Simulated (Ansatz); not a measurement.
Strength of the C–Si bond: Si(CF3)F3 → SiF3 + CF3

Gas-phase species: Si(CF3)F3, singlet; SiF3 (trifluorosilyl) `F[Si](F)F`, doublet; CF3 (trifluoromethyl radical) `F[C](F)F`, doublet. 

Shapes, held fixed at every level: PBE0-D4/def2-TZVP. Programs: Ansatz 0.2.0. The zero-point and thermal change to 298 K, harmonic and unscaled (PBE0-D4/def2-TZVP), is -7.3 kJ/mol.

```json
{"level": "HF/def2-SVP", "kind": "Hartree–Fock", "ΔH(298 K) (kJ/mol)": "+274.7", "less CCSD(T)/CBS estimate": "-107.8"}
{"level": "SPW92/def2-TZVPP", "kind": "LDA", "ΔH(298 K) (kJ/mol)": "+403.6", "less CCSD(T)/CBS estimate": "+21.1"}
{"level": "r2SCAN-D4/def2-TZVPP", "kind": "meta-GGA", "ΔH(298 K) (kJ/mol)": "+346.2", "less CCSD(T)/CBS estimate": "-36.3"}
{"level": "B3LYP-D4/def2-TZVPP", "kind": "global hybrid", "ΔH(298 K) (kJ/mol)": "+357.5", "less CCSD(T)/CBS estimate": "-25.0"}
{"level": "CCSD(T)/def2-SVP", "kind": "coupled cluster or CI", "ΔH(298 K) (kJ/mol)": "+360.5", "less CCSD(T)/CBS estimate": "-22.0"}
{"level": "CCSD/def2-TZVPP", "kind": "coupled cluster or CI", "ΔH(298 K) (kJ/mol)": "+366.4", "less CCSD(T)/CBS estimate": "-16.1"}
{"level": "CCSD(T)/CBS estimate", "kind": "coupled cluster or CI", "ΔH(298 K) (kJ/mol)": "+382.5", "less CCSD(T)/CBS estimate": "0.0"}
```

The highest level, CCSD(T)/CBS estimate, gives ΔH(298 K) = +382.5 kJ/mol; the levels span +274.7 to +403.6. The column of differences is taken from that level and isn't an error. Hartree–Fock misses the correlation of the pair that is broken and comes out low. No measured value is set beside it here. Open shells run unrestricted. The CBS estimate extrapolates MP2 from def2-TZVPP and def2-QZVPP and adds CCSD(T) − MP2 in the triple-zeta set, cores frozen.

Homolysis of the C–Si bond is strongly endothermic, at +382.5 kJ/mol at the highest level. The cost reflects the loss of a polar σ bond between carbon and silicon. Fluorine pulls charge from both centres, which reduces the C(δ−)–Si(δ+) attraction found in ordinary alkylsilanes, yet the bond remains strong. Both fragments are pyramidal σ radicals whose unpaired electron sits in a hybrid with considerable s character, so neither gains much from flattening or delocalisation on release.

Only LDA lies above the coupled-cluster reference, in keeping with its usual overbinding; r2SCAN-D4 and B3LYP-D4 both give a weaker bond. CCSD(T) rises from +360.5 kJ/mol in the double-zeta basis to +382.5 kJ/mol at the estimated basis-set limit, so a small basis noticeably undervalues this bond even when triples are included.

The large homolysis enthalpy doesn't establish thermal persistence, since trifluoromethylsilanes can decompose by fluorine migration to silicon with release of difluorocarbene, a route that avoids free radicals.
